Dear colleague,

The Eötvös rule is best read as a tangent to a gently curved function. Below I set out where the tangent holds, what bends it, and how large each bend is for n-hexane at 293.15 K.

**Conventions and inputs.** One component, flat liquid–vapour interface, all derivatives along coexistence. $V$ is the liquid molar volume, $v=V/N_A$, $\alpha=d\ln V/dT$, $\tau=1-T/T_c$. On the dividing surface of zero adsorption the Gibbs equation is $d\gamma=-s^\sigma dT$, with $s^\sigma$ the excess entropy per area. My hexane inputs are typical values: $T_c\approx507.6$ K, $M=86.18$ g/mol, $\rho_l\approx0.659$ g/cm³, $\alpha\approx1.38\times10^{-3}$ K⁻¹, vapour pressure about 16 kPa. They give $T_c-T=214.45$ K, $\tau=0.4225$, $V=130.8$ cm³/mol, $V^{2/3}=25.76$ cm² mol$^{-2/3}$, $v^{1/3}=0.60$ nm and $v^{2/3}=0.36$ nm².

**Dimensional analysis.** For classical molecules whose pair potential has one energy $\epsilon$ and one length $d$, the groups $\gamma d^2/\epsilon$ and $v/d^3$ depend only on $k_BT/\epsilon$, and $k_BT_c/\epsilon$ is a pure number. Eliminating $\epsilon$ and $d$,

$$\frac{\gamma v^{2/3}}{k_BT_c}=\Phi(\tau),\qquad \Phi(0)=0 .$$

Corresponding states makes $\Phi$ universal and says nothing of its shape. Assume that $Y=\gamma V^{2/3}$ has constant slope, $-dY/dT=k$, and integrate from $T_c$:

$$\gamma V^{2/3}=k\,(T_c-T),\qquad \Phi=\kappa\tau,\qquad \kappa=\frac{k}{k_BN_A^{2/3}} .$$

This is the rule of Eötvös (1886). The customary $k\approx2.1\times10^{-7}$ J K⁻¹ mol$^{-2/3}$ (2.1 in erg units, which returns mN/m for $V$ in cm³/mol) gives $\kappa=2.1$. That is $2.1\,k_B$ per area $v^{2/3}$. "Per surface molecule" presumes square packing: a close-packed fcc (111) layer has area $(\sqrt3/2)\,2^{1/3}v^{2/3}=1.09\,v^{2/3}$, hence $2.3\,k_B$. Ramsay and Shields (1893) replaced $T_c$ by $T_c-6$ K.

**Thermal expansion, $a=\tfrac23\alpha(T_c-T)$.** The slope $k$ is not the Gibbs entropy, since

$$-\frac{dY}{dT}=V^{2/3}\left(s^\sigma-\tfrac23\alpha\gamma\right)\;\Rightarrow\; s^\sigma V^{2/3}=k\,(1+a)$$

when the rule holds. The two coincide for $a\ll1$. Hexane has $a=0.197$, so the model's $-d\gamma/dT$ is 0.098 mN m⁻¹ K⁻¹, against $k/V^{2/3}=0.082$, and its Gibbs entropy is $2.6\,k_B$ per $v^{2/3}$. Holding $s^\sigma V^{2/3}=k'$ constant instead gives $\gamma=k'\int_T^{T_c}V^{-2/3}dT'$, which is not linear. For constant $\alpha$, $Y/[k'(T_c-T)]=(1-e^{-a})/a\simeq1-a/2$, here 0.91, tending to $1/a$ for $a\gg1$. With the liquid density of the model below, whose expansion grows toward $T_c$, the ratio is 0.87. So fit $Y$, and do not read $k$ from $d\gamma/dT$.

**The model's hexane numbers.** Eötvös gives $\gamma=17.5$ mN/m and Ramsay–Shields 17.0 mN/m. The 2.8 % between them rivals the 2.4 % (0.4 mN/m) hidden in rounding $k$ to $2.1\pm0.05$, so one room-temperature value cannot choose between the forms.

**A model for the curvature.** Take Guggenheim's (1945) empirical forms for simple fluids,

$$\gamma=\gamma_0\tau^{11/9},\qquad \rho_{l,v}/\rho_c=1+\tfrac34\tau\pm\tfrac74\tau^{1/3},$$

with $\rho$ the molar densities, $V_c=1/\rho_c$ and $D=\rho_l/\rho_c$. Because $\rho_l-\rho_v=\tfrac72\rho_c\tau^{1/3}$ and $\tfrac{11}9-\tfrac29=1$, Katayama's variant is exactly linear in this model:

$$\gamma(\rho_l-\rho_v)^{-2/3}=K(T_c-T),\qquad K=\frac{\gamma_0V_c^{2/3}}{(7/2)^{2/3}T_c},\qquad Y=K(T_c-T)(1-r)^{2/3},$$

with $r=\rho_v/\rho_l$. Where I need a magnitude I assume $K=k$.

**Vapour density, $r$.** For $r\ll1$, $Y\simeq K(T_c-T)(1-\tfrac23r)$. An ideal vapour at 16 kPa gives $r=pV/RT=8.6\times10^{-4}$, a correction of 0.06 %. In the model the correction reaches 10 % at $\tau=0.095$, which is 48 K below $T_c$ for hexane. For $r\to1$,

$$(1-r)^{2/3}=\left(\frac{7\tau^{1/3}}{2D}\right)^{2/3}\simeq\left(\tfrac72\right)^{2/3}\tau^{2/9}\left(1-\tfrac76\tau^{1/3}\right),$$

so $Y\propto\tau^{11/9}$ and both $-dY/dT$ and $s^\sigma$ vanish at $T_c$: no constant-entropy premise survives there. The bracket is within 10 % of unity only for $\tau<6\times10^{-4}$, or 0.3 K, so $Y$ shows its pure power law very late. The asymptotic exponents of real fluids differ slightly, approximately 1.26 for $\gamma$ and 0.326 for $\rho_l-\rho_v$. Katayama's combination then scales as $\tau^{1.04}$, and its apparent constant falls by 9 % per decade of decreasing $\tau$. At the cold end the model's $\rho_v$ turns negative beyond $\tau=0.436$ (286 K for hexane), so its vapour branch deserves no trust near room temperature.

**The offset.** A straight line fitted to $Y(T)$ over a short range is its tangent, which reaches zero at $T_c-\Delta$. With $n=d\ln Y/d\ln\tau$ and the local exponent $\mu=d\ln\gamma/d\ln\tau$,

$$\Delta=(T_c-T)\left(1-\frac1n\right),\qquad n=\mu-a .$$

The model's liquid branch gives $n-1=(2-3\tau)/9D$, and therefore

$$\frac{\Delta}{T_c}=\frac{\tau\,(2-3\tau)}{11+\tfrac{15}4\tau+\tfrac{63}4\tau^{1/3}} .$$

For small $\tau$, $\Delta\simeq\tfrac2{11}(T_c-T)\left(1-\tfrac{63}{44}\tau^{1/3}\right)$. At large $\tau$ it changes sign at $\tau=2/3$, an extrapolation beyond the range of the forms. In between it peaks at $\tau=0.30$ with $\Delta/T_c=0.0146$. Since $d(\Delta/T_c)/d\tau=YY''/Y'^2$ (primes for $d/d\tau$), that peak is the inflection point of $Y$, and this is why a straight line serves so well over the ordinary liquid range. The table lists $Y/[k(T_c-T)]$, which Eötvös sets to 1.

| $\tau$ | $T$ (K) | Ramsay–Shields | model | model $\Delta$ (K) |
|---|---|---|---|---|
| 0.02 | 497 | 0.409 | 0.741 | 1.3 |
| 0.10 | 457 | 0.882 | 0.905 | 4.6 |
| 0.30 | 355 | 0.961 | 0.985 | 7.4 |
| 0.4225 | 293 | 0.972 | 0.999 | 6.4 |

From $\tau=0.15$, where it is 5.9 K, to room temperature, $\Delta$ stays between 5.9 and 7.4 K. This shows how an offset of a few kelvin arises. It is no independent derivation of 6 K, because the forms are themselves empirical. The offset also scales with $T_c$, so a fixed number of kelvin cannot be universal. Its own small parameter is $6\text{ K}/(T_c-T)$, which reaches 10 % at 60 K below $T_c$ ($\tau=0.118$), near the vapour crossover. Closer in, the fixed offset overcorrects, and it puts $\gamma=0$ at 501.6 K, where two phases still coexist.

At room temperature $n-1$ is a small difference. With the input $\alpha$ in place of the model's $1.34\times10^{-3}$ K⁻¹, $\mu=11/9$ gives $n=1.025$ and $\Delta=5.2$ K, while $\mu=1.20$ and 1.24 give 0.6 K and 8.8 K. The sensitivity $(T_c-T)/n^2$ amounts to 2.0 K per 0.01 in $\mu$. To fix $\Delta$ within 1 K you need $\mu$ within 0.005, taking $\alpha$ and $T_c$ as exact.

**Parameters that break corresponding states.**

*Quantum motion.* The thermal wavelength $\Lambda=h/\sqrt{2\pi mk_BT}$ is 0.011 nm. The leading correction goes as $\hbar^2$, of order $(\Lambda/v^{1/3})^2=3\times10^{-4}$ times a factor set by the steepness of the potential, and is negligible here.

*Chain length.* For long chains $\gamma$, $s^\sigma$ and $\alpha$ become independent of the segment number $N$ while $V\propto N$, so the slope grows as $N^{2/3}$, a factor 1.6 per doubling. The crossover is broad and begins where the backbone outgrows $v^{1/3}$. Five C–C bonds of about 0.13 nm projected length make 0.65 nm, a ratio of 1.1, so hexane sits at the short-chain edge, and the simple-fluid columns of the table are a guide only.

*Association.* If the units obeying the rule are $x$-mers with $x$ independent of temperature, the monomer volume yields the apparent slope $kx^{-2/3}$, or 1.3 in erg units for dimers. A temperature-dependent $x$ adds curvature.

**A fluid on the other side of the crossover.** Liquid CO₂, used on the way to supercritical drying of fine wafer patterns, is near-critical at the same temperature. With typical inputs $T_c\approx304.1$ K, $M=44.01$ g/mol and $\rho_l\approx0.773$ g/cm³, one has $T_c-T=10.95$ K, $\tau=0.036$ and $V^{2/3}=14.80$ cm² mol$^{-2/3}$. The model's tensions are 1.6 mN/m (Eötvös), 0.70 mN/m (Ramsay–Shields, factor 0.45) and 1.2 mN/m (vapour-corrected, factor 0.80). As typical knowledge and not as a measurement, the tension there is about 1.2 mN/m, so the first is too high by nearly a third and the second too low by roughly two fifths. Forms that differ by 2.8 % for hexane differ by a factor 2.2 here, and it is data at $\tau\lesssim0.1$, with both densities recorded, that tell them apart.